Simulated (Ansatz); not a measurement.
# A series in volume scale on Al

All results are calculated (Ansatz 0.2.0). Free energy against uniform scaling of the volume at fixed shape and fractions; periodic cell, basis, potentials, k mesh and filling as listed.

The cell before it is scaled or strained (space group Im-3m, No. 229):
```
Al
1.0
     -1.5912     1.5912     1.5912
      1.5912    -1.5912     1.5912
      1.5912     1.5912    -1.5912
Al
1
Direct
  0.00000 0.00000 0.00000
```

Settings of every row: functional LDA; dispersion none; potentials all-electron LAPW; k mesh 13x13x13; k shift 0x0x0; occupations methfessel paxton; smearing width 0.1 eV; spin none; basis error target 0.002 eV/atom.

Limits: coarse k mesh, up to 40 meV an atom off; the cell comes from a prototype or a list of computed structures and needn't be the stable phase.

```
row  volume scale  V (Å³/atom)  energy above lowest point (meV/atom)
  1          0.94       15.148                                    16
  2          0.96       15.471                                     ?
  3          0.98       15.793                                   1.6
  4             1       16.115                                     0
  5          1.02       16.437                                   1.6
  6          1.04        16.76                                     6
  7          1.06       17.082                                    13
```

Question: what energy above lowest point should row 2 give?

Worked fit of energy above lowest point. Take u = (V_r/V)^(2/3) − 1 with V_r = 16.276 Å³ an atom, which is twice the finite (Eulerian) strain; such expansions in the strain, on which the Birch-Murnaghan equation of state is built, carry the rest volume and the bulk modulus. The shown rows have u = 0.04905, 0.02029, 0.00665, -0.00654, -0.01935, -0.03171. Least squares give energy above lowest point = 0.41 − 120.9 × u + 8794 × u² + 3032 × u³ meV/atom; a parabola predicts inner rows, each left out in turn, worse (root mean square 0.067 against 0.032 meV/atom). All shown rows lie on it to the printed digit. Its lowest point lies at u = 0.0068, or V = 16.11 Å³ an atom, and the curvature there gives the bulk modulus at fixed shape and fractions, B = (4/9)(1 + u)² E″(u)/V = 79.4 GPa. The withheld row has u = 0.03439, so the fit gives 0.41 − 120.9 × (0.03439) + 8794 × (0.03439)² + 3032 × (0.03439)³ = 6.8 meV/atom.

The calculation gave 6.9 meV/atom. The fit lies 0.1 meV/atom (1.4 % of the value, 0.63 % of the column's range) below it, one unit of the last digit.
